# DLVO barrier and critical coagulation concentration of equal spheres

## Statement

Two equal spheres of radius $R$ face each other across a gap $D$ (surface to surface) in a symmetric $z{:}z$ electrolyte. Each ion species has bulk number density $n$, the solvent has permittivity $\varepsilon=\varepsilon_r\varepsilon_0$, and an isolated sphere has diffuse-layer potential $\psi_0$. The elementary charge is written $q$, and $\mathrm e=2.718\ldots$ is the base of natural logarithms. Positive energies and pressures are repulsive. The theory of Derjaguin and Landau (1941) and Verwey and Overbeek (1948) gives

$$V(D)=\frac{64\pi R\,n kT\,\gamma^2}{\kappa^2}\,\mathrm e^{-\kappa D}-\frac{AR}{12D},\qquad \gamma=\tanh\frac{zq\psi_0}{4kT},\qquad \kappa^2=\frac{2nz^2q^2}{\varepsilon kT},$$

with $A$ the Hamaker constant of solid–solution–solid. With the Bjerrum length $\ell_B=q^2/(4\pi\varepsilon kT)$ the following hold.

1. The repulsive amplitude depends on $n$ only through $\gamma$: $V=R\,[\,B\,\mathrm e^{-\kappa D}-A/(12D)\,]$ with $B=32\pi\varepsilon(kT/zq)^2\gamma^2=8kT\gamma^2/(z^2\ell_B)$.
2. With $x=\kappa D$ and $a=\kappa A/(12B)$, the barrier lies at the smaller root $x_1$ of $x^2\mathrm e^{-x}=a$ and has height $V_{\max}=RB\,\mathrm e^{-x_1}(1-x_1)$.
3. The barrier top reaches zero, $V=V'=0$, at $\kappa D=1$. This defines the critical coagulation concentration, which is independent of $R$:

$$n_c=\frac{(384\pi)^2}{2\mathrm e^2}\,\frac{\varepsilon^3(kT)^5\gamma^4}{A^2z^6q^6}=\frac{1152}{\pi \mathrm e^2}\,\frac{\gamma^4}{z^6\ell_B^3}\Big(\frac{kT}{A}\Big)^2 .$$

The prefactors are $9.85\times10^4$ and $49.6$.

4. At high potential $\gamma^2\to1$ and $n_c\propto z^{-6}$. At low potential $n_c\propto\varepsilon^3kT\,\psi_0^4/(A^2z^2q^2)$.

## Premises

(a) The solvent is a dielectric continuum, the ions are point charges in the mean potential (Poisson–Boltzmann), and the surface charge is smeared uniformly. (b) The double layers overlap weakly, so that the midplane potential is small and is the sum of the two isolated tails. (c) The van der Waals attraction is non-retarded and described by one constant $A$. (d) $D\ll R$ and $\kappa R\gg1$. (e) The two contributions add, both count $D$ from the same plane, and no other force acts.

## Proof

### One flat double layer

Let $\phi=zq\psi/kT$ at distance $s$ from a wall. Boltzmann densities $n_\pm=n\,\mathrm e^{\mp\phi}$ give the charge density $\rho=-2nzq\sinh\phi$. Poisson's equation $\varepsilon\psi''=-\rho$ then reads

$$\phi''=\kappa^2\sinh\phi .$$

Multiplying by $\phi'$ and integrating with $\phi,\phi'\to0$ far away gives $\tfrac12\phi'^2=\kappa^2(\cosh\phi-1)=2\kappa^2\sinh^2(\phi/2)$. The decaying root is $\phi'=-2\kappa\sinh(\phi/2)$. With $\sinh(\phi/2)=2\sinh(\phi/4)\cosh(\phi/4)$,

$$\frac{d}{ds}\tanh\frac\phi4=\frac{\phi'}{4\cosh^2(\phi/4)}=-\kappa\tanh\frac\phi4 ,$$

so that $\tanh(\phi/4)=\gamma\,\mathrm e^{-\kappa s}$. Where $\phi$ is small this becomes $\phi\simeq4\gamma\,\mathrm e^{-\kappa s}$: the tail is exponential, and its amplitude saturates at $|\gamma|=1$ however high $|\psi_0|$ is. Gauss's law $\sigma=-\varepsilon\psi'(0)$ gives the surface charge density (Grahame relation)

$$\sigma=2\varepsilon\kappa\,\frac{kT}{zq}\,\sinh\frac{zq\psi_0}{2kT}.$$

### Pressure between two flat walls

Take two identical walls a distance $h$ apart. The liquid is at rest, so $dp/ds=-\rho\psi'=2nkT\sinh\phi\;\phi'$, and $p-p_0=2nkT(\cosh\phi-1)$ with $p_0$ the bulk pressure. A wall feels this pressure minus the Maxwell tension,

$$\Pi=2nkT(\cosh\phi-1)-\tfrac12\varepsilon\psi'^2 .$$

Its derivative is $-\psi'(\rho+\varepsilon\psi'')=0$, so $\Pi$ is uniform across the gap. For an isolated wall it vanishes by the first integral above. At the midplane $\psi'=0$ by symmetry, hence $\Pi=2nkT(\cosh\phi_m-1)$.

Under premise (b) the equation is linear near the midplane and each wall contributes its isolated tail, $\phi_m=2\cdot4\gamma\,\mathrm e^{-\kappa h/2}$. With $\cosh\phi_m-1\simeq\phi_m^2/2$,

$$\Pi=64\,nkT\gamma^2\mathrm e^{-\kappa h},\qquad w_{\rm dl}(h)=\int_h^\infty\Pi\,dh'=\frac{64\,nkT\gamma^2}{\kappa}\,\mathrm e^{-\kappa h}.$$

The terms dropped are the response of each wall to the other's tail and the nonlinearity near the midplane, both of relative order $\mathrm e^{-\kappa h}$. At this order it makes no difference whether charge or potential stays fixed on approach.

### Van der Waals energy of two half-spaces

Let molecules at number density $\rho_m$ attract pairwise as $-C/r^6$. One molecule at height $d$ above a half-space has the energy

$$-C\rho_m\int_d^\infty\!d\zeta\int_0^\infty\!\frac{2\pi r\,dr}{(r^2+\zeta^2)^3}=-C\rho_m\int_d^\infty\frac{\pi\,d\zeta}{2\zeta^4}=-\frac{\pi C\rho_m}{6d^3}.$$

Summing over the second half-space, $\rho_m\int_h^\infty dd$, gives the energy per area

$$w_{\rm vdW}(h)=-\frac{A}{12\pi h^2},\qquad A=\pi^2C\rho_m^2 .$$

Pair summation does not give a reliable value of $A$, least of all across a liquid. The $h^{-2}$ law does not depend on it: in a non-retarded, unscreened continuum description $h$ is the only length, so an energy per area must vary as $h^{-2}$. The formula is therefore read as the definition of $A$, which is positive for like bodies across a medium.

### From walls to spheres

At distance $r\ll R$ from the axis each sphere recedes by $r^2/2R$, so the local gap is $h=D+r^2/R$ and $2\pi r\,dr=\pi R\,dh$. Under premise (d) the interaction decays while the surfaces are still nearly parallel, each annulus carries the flat-wall energy, and the upper limit may be sent to infinity (Derjaguin approximation):

$$V(D)=\pi R\int_D^\infty w(h)\,dh .$$

Inserting $w_{\rm dl}+w_{\rm vdW}$ gives the stated $V(D)$. Since $nkT/\kappa^2=\varepsilon(kT/zq)^2/2$, the density cancels from the prefactor, $64\pi nkT\gamma^2/\kappa^2=B$, and $4\pi\varepsilon(kT/q)^2=kT/\ell_B$ gives the second form of $B$. At fixed $\psi_0$, salt shortens the range of the repulsion and leaves its contact value $RB$ unchanged.

### Barrier and secondary minimum

In reduced form

$$\frac{V}{RB}=\mathrm e^{-x}-\frac ax ,\qquad \frac{d}{dx}\frac{V}{RB}=-\mathrm e^{-x}+\frac a{x^2}.$$

Stationary points obey $x^2\mathrm e^{-x}=a$. The left side rises from zero to $4/\mathrm e^2=0.541$ at $x=2$ and then decays, so there are two roots for $a<4/\mathrm e^2$ and none above. At a root the second derivative is $\mathrm e^{-x}-2a/x^3=\mathrm e^{-x}(1-2/x)$. The root $x_1<2$ is thus a maximum, the barrier, and the root $x_2>2$ is the secondary minimum. Taking the square root, $(-x/2)\,\mathrm e^{-x/2}=-\sqrt a/2$, so $x_1=-2W_0(-\sqrt a/2)$ and $x_2=-2W_{-1}(-\sqrt a/2)$ on the two real branches of the Lambert function. Because $a/x=x\,\mathrm e^{-x}$ at a root, the energy there is $RB\,\mathrm e^{-x}(1-x)$, which proves statement 2.

### Critical concentration

The barrier height is positive for $x_1<1$ and zero at $x_1=1$, where $a=a_c=1/\mathrm e=0.368$. Written out, $V=0$ is $B\mathrm e^{-\kappa D}=A/(12D)$ and $V'=0$ is $\kappa B\mathrm e^{-\kappa D}=A/(12D^2)$, and their quotient is $\kappa D=1$. Then

$$\kappa_c=\frac{12B}{\mathrm e A}=\frac{384\pi\,\varepsilon (kT)^2\gamma^2}{\mathrm e\,A z^2q^2}=\frac{96\,\gamma^2}{\mathrm e\,z^2\ell_B}\,\frac{kT}{A}.$$

Inverting the definition of $\kappa$, $n_c=\varepsilon kT\kappa_c^2/(2z^2q^2)=\kappa_c^2/(8\pi\ell_Bz^2)$, yields both forms of statement 3, the second because $96^2/8=1152$. The radius cancels since both terms of $V$ are proportional to $R$.

At fixed $\gamma$, $a=\mathrm e^{-1}\sqrt{n/n_c}$. The two extrema merge at $n=(4/\mathrm e)^2n_c=2.17\,n_c$, and between $n_c$ and this value the maximum persists at negative energy. Along the line of maxima $d(V_{\max}/RB)/da=-1/x_1$, as follows from differentiating $\mathrm e^{-x}(1-x)$ and $x^2\mathrm e^{-x}$. Just below the critical point, therefore,

$$V_{\max}\simeq\frac{RB}{\mathrm e}\Big(1-\sqrt{n/n_c}\Big).$$

### Valence laws

For $|zq\psi_0|\gg4kT$, $\gamma^4\to1$ and $n_c$ falls as $1:1/64:1/729$ for $z=1,2,3$, the form in which the empirical Schulze–Hardy rule is usually quoted. For $|zq\psi_0|\ll4kT$, $\gamma\to zq\psi_0/4kT$, $B\to2\pi\varepsilon\psi_0^2$ and

$$n_c=\frac{288\pi^2}{\mathrm e^2}\,\frac{\varepsilon^3kT\,\psi_0^4}{A^2z^2q^2},$$

with prefactor 385. Between the limits, with $y=zq|\psi_0|/kT$, $\psi_0$ fixed and $z$ treated as continuous, $d\ln\tanh u/d\ln u=2u/\sinh2u$ gives

$$\frac{d\ln n_c}{d\ln z}=-6+\frac{2y}{\sinh(y/2)} ,$$

which runs from $-2$ to $-6$. If the salt leaves $\sigma$ fixed instead, the low-potential relation $\psi_0=\sigma/(\varepsilon\kappa)$ turns $\kappa_c=24\pi\varepsilon\psi_0^2/(\mathrm eA)$ into $\kappa_c^3=24\pi\sigma^2/(\mathrm e\,\varepsilon A)$, and $n_c\propto\sigma^{4/3}A^{-2/3}z^{-2}$. A steeper fall with $z$ at low potential then requires $\sigma$ itself to drop with valence, as it does when multivalent counterions adsorb.

### Meaning for the coagulation rate

Let $c(r)$ be the density of spheres at centre distance $r=2R+D$ from a chosen one, and $D_{12}/\beta(r)$ their mutual diffusion coefficient, with $\beta\ge1$ the hydrodynamic slowing near contact. The steady inward flux is $J=4\pi r^2(D_{12}/\beta)\,\mathrm e^{-V/kT}\,d(c\,\mathrm e^{V/kT})/dr$. Integrating from a sink at contact to the bulk gives the rate relative to free diffusion as $1/W$, with the Fuchs stability ratio

$$W=2R\int_{2R}^\infty\beta\,\mathrm e^{V/kT}\,\frac{dr}{r^2}.$$

A barrier of many $kT$ dominates the integral, $W\propto\mathrm e^{V_{\max}/kT}$, while without a barrier $W$ is of order one. The condition $V_{\max}=0$ marks the change of regime sharply only when $RB/\mathrm e\gg kT$.

## Range of validity

The critical point lies at $\kappa D=1$, where the expansion parameter $\mathrm e^{-\kappa D}$ of premise (b) is 0.368. The scaling of $n_c$ is therefore more secure than its prefactor.

**Overlap and charge regulation.** At low potential the gap problem is solved exactly by $\psi=\psi_m\cosh\kappa s$, with $s$ from the midplane and $\Pi=\tfrac12\varepsilon\kappa^2\psi_m^2$. Constant potential means $\psi_m=\psi_0/\cosh(\kappa h/2)$. Constant charge $\sigma=\varepsilon\kappa\psi_0$ means $\psi_m=\psi_0/\sinh(\kappa h/2)$. Integration gives $w=2\varepsilon\kappa\psi_0^2/(\mathrm e^{\kappa h}\pm1)$ and, over the spheres,

$$V_{\rm dl}=\pm RB\,\ln(1\pm\mathrm e^{-x}),$$

with the upper sign for constant potential. For a repulsion $RBf(x)$ the condition $V\le0$ for all gaps reads $a\ge xf(x)$, so $a_c=\max_x xf(x)$. Constant potential gives $a_c=0.316$ at $x=1.14$. Constant charge gives $a_c=(\ln2)^2=0.480$ at $x=\ln2$. Since $n_c\propto a_c^2$, these boundary conditions multiply the superposition result by 0.74 and 1.71. A surface whose charging groups re-equilibrate on approach, such as silica with its silanol groups, falls in between. All exponents are unchanged.

**Curvature.** Hamaker's (1937) pair sum for whole spheres is

$$V_{\rm vdW}=-\frac A6\Big[\frac{2R^2}{r^2-4R^2}+\frac{2R^2}{r^2}+\ln\Big(1-\frac{4R^2}{r^2}\Big)\Big],$$

which tends to $-AR/(12D)$ for $D\ll R$ and is weaker at finite gap. With it the critical screening is $\kappa_c=\max_D[D^{-1}\ln(RB/|V_{\rm vdW}|)]$, and $n_c$ acquires a weak dependence on $R$. Curvature corrections to the repulsion are of order $1/(\kappa R)$.

**The Hamaker constant in salt.** Part of $A$ comes from zero-frequency fluctuations, to leading order $A_0\simeq\tfrac34kT[(\varepsilon_r-\varepsilon_s)/(\varepsilon_r+\varepsilon_s)]^2$ with $\varepsilon_s$ the static dielectric constant of the solid. Ions screen this part by roughly $(1+2\kappa h)\mathrm e^{-2\kappa h}$ for flat walls. This factor divided by $h^2$ is the derivative of $-\mathrm e^{-2\kappa h}/h$, so for spheres the term becomes $-A_0R\,\mathrm e^{-2\kappa D}/(12D)$, reduced to 0.14 of its unscreened size at $\kappa D=1$. The $A$ in $n_c$ is thus mainly the dispersion part. Retardation is minor at gaps near 1 nm and weakens the attraction at several nanometres and beyond.

**Reference planes.** If the diffuse layer starts a distance $\delta$ outside the surface that defines the attraction (adsorbed water and ions, a porous gel layer), $B$ is replaced by $B\mathrm e^{2\kappa\delta}$ for $D\ge2\delta$. The critical condition becomes $\kappa\,\mathrm e^{-2\kappa\delta}=\kappa_c$, where $\kappa_c$ is the value for $\delta=0$. The left side cannot exceed $1/(2\mathrm e\delta)$. For $\delta>\delta^*=1/(2\mathrm e\kappa_c)$ no salt concentration removes the barrier at fixed $\psi_0$, because $V(2\delta)=R[B-A/(24\delta)]$ is then positive.

**Mean field.** Point ions in a mean potential require $z^2\kappa\ell_B$ small and $\kappa^{-1}$ large against a hydrated ion. Smeared charge requires many surface charges within the interacting zone, of area about $\pi R/\kappa$. The derivation covers $z{:}z$ salts only.

## Illustration: silica spheres in aqueous NaCl

Colloidal silica is the common abrasive of polishing slurries in wafer processing, where salt-induced aggregation has to be avoided. Take $z=1$, $T=298.15$ K, $R=100$ nm and, as typical or assumed inputs, $\varepsilon_r=78.4$, $A=0.50\times10^{-20}$ J and $\psi_0=-20$ mV. Then $kT/q=25.7$ mV, $\ell_B=0.715$ nm, and for molar concentration $c$ the screening length is $\kappa^{-1}=0.304\ \text{nm}/\sqrt{c/\text{M}}$. Statement 3 becomes

$$c_c=226\ \text{M}\times\frac{\gamma^4}{z^6}\Big(\frac{kT}{A}\Big)^2 .$$

Here $y=0.778$, $|\gamma|=0.192$, $\gamma^4=1.36\times10^{-3}$ and $A/kT=1.21$, so the model gives

$$c_c=0.21\ \text{M},\qquad \kappa_c^{-1}=D_c=0.67\ \text{nm}.$$

The amplitude is $B=1.70$ pN, so $RB=41.3\,kT$ and $RB/\mathrm e=15.2\,kT$. With $\psi_0$ held at $-20$ mV the barrier evolves as follows.

| $c$ (M) | $\kappa^{-1}$ (nm) | $a$ | $x_1$ | $D_{\max}$ (nm) | $V_{\max}/kT$ |
|---|---|---|---|---|---|
| 0.050 | 1.36 | 0.180 | 0.56 | 0.76 | 10.3 |
| 0.100 | 0.96 | 0.255 | 0.73 | 0.70 | 5.5 |
| 0.150 | 0.78 | 0.312 | 0.86 | 0.67 | 2.5 |
| $c_c$ | 0.67 | 0.368 | 1 | 0.67 | 0 |

On real silica $|\psi_0|$ rises as salt is removed, so the upper rows understate the barrier. The height passes $3\,kT$ at 0.14 M, or $0.67\,c_c$, so coagulation is already fairly quick a third below the nominal $c_c$. At 0.100 M the secondary minimum lies at 4.1 nm with energy $-1.9\,kT$. This overstates its depth, since the whole-sphere attraction there is only 0.76 of the Derjaguin value before retardation is counted.

The case belongs to the low-potential regime. The $\psi_0^4$ formula gives 0.22 M, the local valence exponent is $-2.1$, and a 2:2 salt at the same potential would have 0.22 times the critical concentration, far above $1/64$. The limit $\gamma^4=1$ would put $c_c$ at 153 M, so for this $A$ a 1:1 salt cannot coagulate the spheres in the saturated regime at all.

The neglected terms have these sizes.

- Boundary condition: the low-potential value 0.22 M becomes 0.16 M at constant potential and 0.37 M at constant charge.
- Curvature: $\kappa_cR=150$. At $D_c$ the whole-sphere attraction is 0.94 of the Derjaguin value, which raises $c_c$ by about 13 %.
- Zero-frequency term: with a typical $\varepsilon_s=3.8$, $A_0=0.62\,kT=0.25\times10^{-20}$ J, half the adopted $A$. The adopted value is meant as the effective one near $\kappa D=1$.
- Reference plane: $\delta^*=0.12$ nm, less than one water diameter (about 0.28 nm).
- Mean field: $\kappa_c\ell_B=1.07$, which is not small. The Grahame relation gives $|\sigma|=0.021$ C/m², or 0.13 charges per nm². Their spacing of 2.7 nm exceeds the screening length, and the interacting zone holds only about 28 charges on each sphere.
- Inputs: $|\psi_0|=15$ and 25 mV give 0.067 and 0.50 M. Values $A=0.85$ and $0.30\times10^{-20}$ J, which span the typical range for silica across water, give 0.072 and 0.58 M.

The value 0.21 M is the model's and is uncertain by a factor of two to three through its inputs alone. The pair $A$, $\psi_0$ was chosen within the typical ranges so that $c_c$ falls at a few tenths of a mole per litre, the level typical of submicrometre silica in NaCl near neutral pH, and so the number is no test of the theory. For silica sols of ten-nanometre size, and in acid solution where $\psi_0$ approaches zero, the model misses low. Such sols typically stay dispersed in NaCl of 1 M or more, at least five times the value above, whereas the $\psi_0^4$ law sends $c_c$ towards zero. A thin hydrated or gel-like surface layer, absent from premise (e), can act here in two ways. While the surface keeps an appreciable potential, the layer shifts the reference plane, and a thickness above $\delta^*=1/(2\mathrm e\kappa_c)=A/(24B)$ preserves the barrier. This length is below one water diameter only for $|\psi_0|$ above 13 mV. It grows as $\psi_0^{-2}$ at low potential, reaching 1.9 nm at 5 mV, and diverges as $\psi_0\to0$, where $V(2\delta)=R[B-A/(24\delta)]$ is negative. Stability near zero potential therefore needs a separate short-range steric or hydration repulsion, which the $\delta^*$ criterion does not describe. If such a repulsion keeps the gap at $D\ge2\delta$, the attraction at contact is limited to about $AR/(24\delta)$. For $\delta=0.28$ nm and the adopted $A$ the model gives $0.90\,kT$ at $R=5$ nm, too weak to bind, but $18\,kT$ at $R=100$ nm.